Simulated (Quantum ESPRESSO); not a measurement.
# Net moment and magnetic energies of bcc Fe under biaxial strain at fixed height, PBE

The net spin moment per atom and the magnetic energies of bcc Fe are calculated with PBE as the x and y lengths of the cell are scaled and z is held. The problem is to find how both respond, and to estimate the net moment at a strain factor of 1.06. Iron layers in magnetic sensors and tunnel junctions are strained by the material they grow on, which makes the response of practical interest. Two energies are used, both per Fe atom: the gain of the parallel state over the run without spin polarisation, and the energy of the opposed state above the parallel one. Because z is held, the volume grows with the square of the strain factor; a real film would usually become thinner when stretched in the plane.

## Method

One system, Fe (bcc, Im-3m), 1 atom(s) a primitive cell, from cells typed from measured lattice constants. Quantum ESPRESSO 7.5, plane waves with GBRV 1.5 PBE pseudopotentials, cutoff 544 eV, Fermi-Dirac smearing of 0.05 eV, k meshes whose coarsest spacing along a reciprocal vector is 0.15 to 0.23 1/Å over all runs (2π included). Functional: PBE, no Hubbard U; collinear spins, no spin-orbit coupling. Atoms stay at fixed fractions of the cell and the mesh divisions are held. In the given cell the shortest lattice vector along z is 2.866 Å long and the shortest in the xy plane 2.866 Å. At each point the moments on Fe are started parallel, opposed (signs +-, cell doubled at q = (1/2,1/2,1/2) of the reciprocal vectors) and without spin polarisation. Of the opposed order at the middle point, it reverses 8 of 8 magnetic neighbours at 2.48 Å and 0 of 6 magnetic neighbours at 2.87 Å. Runs that did not converge or carry a known fault are not listed. The same in all rows: metal or insulator in the run from the parallel start, judged by its smearing entropy or density of states at the Fermi energy (a gap under a few smearing widths counts as a metal): metal.

Notes on method and selection:

- Each state is what a run reaches from typed starting moments; only a few collinear orders were started, so the lowest found need not be the ground state. Spin-orbit coupling is left out of these energies, which are free energies at the smearing width. A magnetic atom is one that was given a starting moment.
- Site moments count the spin inside each program's own atomic sphere, so they depend somewhat on its radius and leave out the spin between the spheres.
- Quantum ESPRESSO sets the radius of an element's spheres to about 0.41 of its shortest distance to a neighbour, so it changes from cell to cell and the site moment with it.
- A measured moment is set beside the table only where the run ends ferromagnetic and the measured order is ferromagnetic too.
- Runs that did not converge, have known faults or may not be shown are not listed, and runs on Ansatz's PAW sets soft_1 and soft_2 are kept to separate tables.

Columns:

- biaxial strain: factor on the x and y lengths of the cell, z held.
- moment (μB): largest site spin moment reached from the parallel start.
- moment, opposed (μB): largest site spin moment reached from the opposed start.
- gain, opposed (meV): energy of the run without spin polarisation less that of the run from the opposed start, per magnetic atom.
- magnetic distance (Å): shortest distance between magnetic atoms.
- net moment (μB): net spin moment of that run per magnetic atom.
- magnetic energy gain (meV): energy of the run without spin polarisation less that of the parallel start, per magnetic atom (positive: magnetism is favoured).
- E(opposed) - E(parallel) (meV): energy of the run from the opposed start less that of the parallel start, per magnetic atom (positive: parallel is favoured); blank where a pattern was lost.

Input lines of one member:

```
&SYSTEM
  ecutwfc = 40
  ecutrho = 280
  nbnd = 15
  occupations = 'smearing'
  smearing = 'fd'
  degauss = 0.00367493
  nspin = 2
  starting_magnetization(1) = 0.175
/
&ELECTRONS
  conv_thr = 2d-09
  mixing_beta = 0.3
/
K_POINTS automatic
20 20 20 0 0 0
```

Command (options for logging and memory left out): `pw.x -in pw.in`

## Computed values

| member | biaxial strain | moment (μB) | moment, opposed (μB) | gain, opposed (meV) | magnetic distance (Å) | net moment (μB) | magnetic energy gain (meV) | E(opposed) - E(parallel) (meV) |
| --- | --- | --- | --- | --- | --- | --- | --- | --- |
| 0.94 | 0.940 | 2.12 | 0.93 | 14.0 | 2.384 | 2.089 | 390.0 | 376.0 |
| 0.955 | 0.955 | 2.18 | 1.25 | 33.1 | 2.408 | 2.137 | 450.4 | 417.3 |
| 0.97 | 0.970 | 2.24 | 1.46 | 57.6 | 2.433 | 2.196 | 504.1 | 446.5 |
| 0.985 | 0.985 | 2.29 | 1.65 | 86.1 | 2.457 | 2.240 | 551.9 | 465.9 |
| 1 | 1.000 | 2.34 | 1.84 | 118.5 | 2.482 | 2.284 | 594.4 | 476.0 |
| 1.015 | 1.015 | 2.44 | 2.04 | 156.7 | 2.507 | 2.372 | 633.9 | 477.3 |
| 1.03 | 1.030 | 2.57 | 2.20 | 200.3 | 2.532 | 2.502 | 675.0 | 474.7 |
| 1.045 | 1.045 | 2.66 | 2.33 | 247.9 | 2.557 | 2.584 | 717.9 | 470.1 |
| 1.06 | 1.060 | ? | 2.44 | 298.2 | 2.582 | ? | ? | ? |

Cells marked ? are withheld until the estimate has been made.

## What drives the series

From 0.94 to 1.045 the net moment rises at every step, from 2.089 to 2.584 μB. The rise is uneven. Up to the unstrained cell it averages (2.284 − 2.089) / 6 = 0.033 μB per percent of strain, and beyond it (2.584 − 2.284) / 4.5 = 0.067 μB per percent, about twice as much.

The main cause expected from band theory is the narrowing of the d bands. The shortest Fe–Fe distance grows from 2.384 to 2.557 Å, and with a d–d hopping that falls roughly as distance⁻⁵ the band width drops by about 30 %. Moving electrons from minority to majority states then costs less band energy, while the exchange energy gained per unit of moment changes little. The magnetic energy gain accordingly rises from 390.0 to 717.9 meV. The faster growth of the moment under tension may mark the last majority d states passing below the Fermi energy; no density of states is shown to confirm it. Volume and tetragonal shape change together along this line, so their separate shares remain open.

The opposed state is far more sensitive. Its site moment grows from 0.93 to 2.33 μB, a factor of 2.5, against 2.66 / 2.12 = 1.25 for the site moment of the parallel state. In the opposed order all eight nearest neighbours are reversed, and its moment depends strongly on how narrow the bands are.

The parallel state is the lowest of the three at every strain with a complete row. Its lead over the opposed state climbs from 376.0 meV to 477.3 meV at 1.015, then slips to 470.1 meV at 1.045. Over that last stretch the opposed state gains 247.9 − 156.7 = 91.2 meV from its magnetism and the parallel state 717.9 − 633.9 = 84.0 meV. Since the opposed moment itself changes so much, this energy difference is not a measure of one fixed exchange coupling.

## A prediction

Plain estimates from the members shown:

- 1.06, mean of the 8 members shown: 2.300 μB, standard deviation 0.16

The mean of the shown members, 2.300 μB, is unsuitable: the moment rises at every step and 1.06 lies beyond the end of the series. A step added to the last member is the better route.

The seven steps, each for 0.015 of strain, are 0.048, 0.059, 0.044, 0.044, 0.088, 0.130 and 0.082 μB. Repeating the last one would give 2.584 + 0.082 = 2.666 μB. Bands that are still narrowing argue for a further rise, but once the majority d states are nearly full the moment can grow only slowly, since further majority electrons must go into s and p states. The large step to 1.03 should therefore not recur, and the average step is taken:

(2.584 − 2.089) / 7 = 0.071 μB

2.584 + 0.071 = 2.655 μB

The same rule, using only the steps before each member, can be tried on the six members from 0.97 to 1.045. Actual less predicted values are +0.011, −0.010, −0.006, +0.039, +0.073 and +0.013 μB, with a root mean square of 0.035 μB. For 1.045 the rule gives 2.502 + (2.502 − 2.089) / 6 = 2.571 μB against the calculated 2.584 μB. The largest miss falls at 1.03, where the moment climbs fastest. The root mean square miss, rounded to 0.04 μB, is taken as the standard deviation.

**Committed estimate, 1.06: net moment = 2.65 ± 0.04 μB.**

## How the estimate fared

| member | biaxial strain | moment (μB) | moment, opposed (μB) | gain, opposed (meV) | magnetic distance (Å) | net moment (μB) | magnetic energy gain (meV) | E(opposed) - E(parallel) (meV) |
| --- | --- | --- | --- | --- | --- | --- | --- | --- |
| 1.06 | 1.060 | 2.70 | 2.44 | 298.2 | 2.582 | 2.625 | 760.8 | 462.6 |

| member | estimate | net moment (μB) | computed | estimate − computed | miss in error bars |
| --- | --- | --- | --- | --- | --- |
| 1.06 | committed | 2.650 | 2.625 | +0.025 | 0.6 |
| 1.06 | mean | 2.300 | 2.625 | −0.325 |  |

The estimate of 2.65 μB is 0.025 μB above the computed 2.625 μB, inside its error bar of 0.04 μB. The mean of the other members misses by 0.325 μB, as expected for a point at the end of a rising series.

The expectation of a further but slower rise held. The last step is 2.625 − 2.584 = 0.041 μB, half the 0.082 μB before it and a third of the 0.130 μB that leads to 1.03. The size of the step was less well founded: the average of 0.071 μB includes the steep stretch that was argued to be over, and it proved too large.

A burst of growth followed by slower growth is what nearly filled majority d states would give, though without a density of states this remains an inference. The magnetic energy gain does not slow in the same way: it rises by 42.9 meV in each of the last two steps. The lead of the parallel over the opposed state continues to shrink, to 462.6 meV.

## Where the trend breaks

No net moment stands apart from its neighbours, but the series bends. Against a straight line between the two end members, the unstrained cell lies lowest: (2.089 + 2.625) / 2 = 2.357 μB is expected there and 2.284 μB is computed, a departure of −0.073 μB. The members at 0.985 and 1.015 lie about 0.05 μB below the same line. The likeliest reason is that they come just before the steep rise between 1.015 and 1.03, so the shortfall belongs to the shape of the curve and not to a faulty run.

In the opposed order the member at 0.94 is the most unusual. Its site moment is 1.25 − 0.93 = 0.32 μB below that of the next member, while the following step is only 0.21 μB, and its gain over the unpolarised state is just 14.0 meV. This is the behaviour expected near the point where an ordered moment disappears, since the moment then falls ever more steeply as the bands widen.

## Summary

From 0.94 to 1.06 the net moment rises at every step. The mean of the two neighbouring members reproduces each inner member to within 0.024 μB.

Between the unstrained cell and 1.06 the magnetisation per volume changes far less than the moment. Taking μ0 times 1 μB per Å³, in tesla, as the first factor and a cell of 2.866³ / 2 = 11.77 Å³, the unstrained cell has 11.65 × 2.284 / 11.77 = 2.26 T. At 1.06 it is 11.65 × 2.625 / (11.77 × 1.06²) = 2.31 T: the larger volume cancels most of the gain in moment.

For a cubic crystal, symmetry makes the first-order change of the net moment depend on volume alone. A film free to become thinner would therefore respond more weakly near zero strain, because its volume changes less. All moments here are spin moments; the orbital part is left out together with spin–orbit coupling.

[Logs are printed without paths, hosts, clocks, repeated set-up lines and the standing remarks that a program may print on its own settings, such as how far it seeks lower states.]
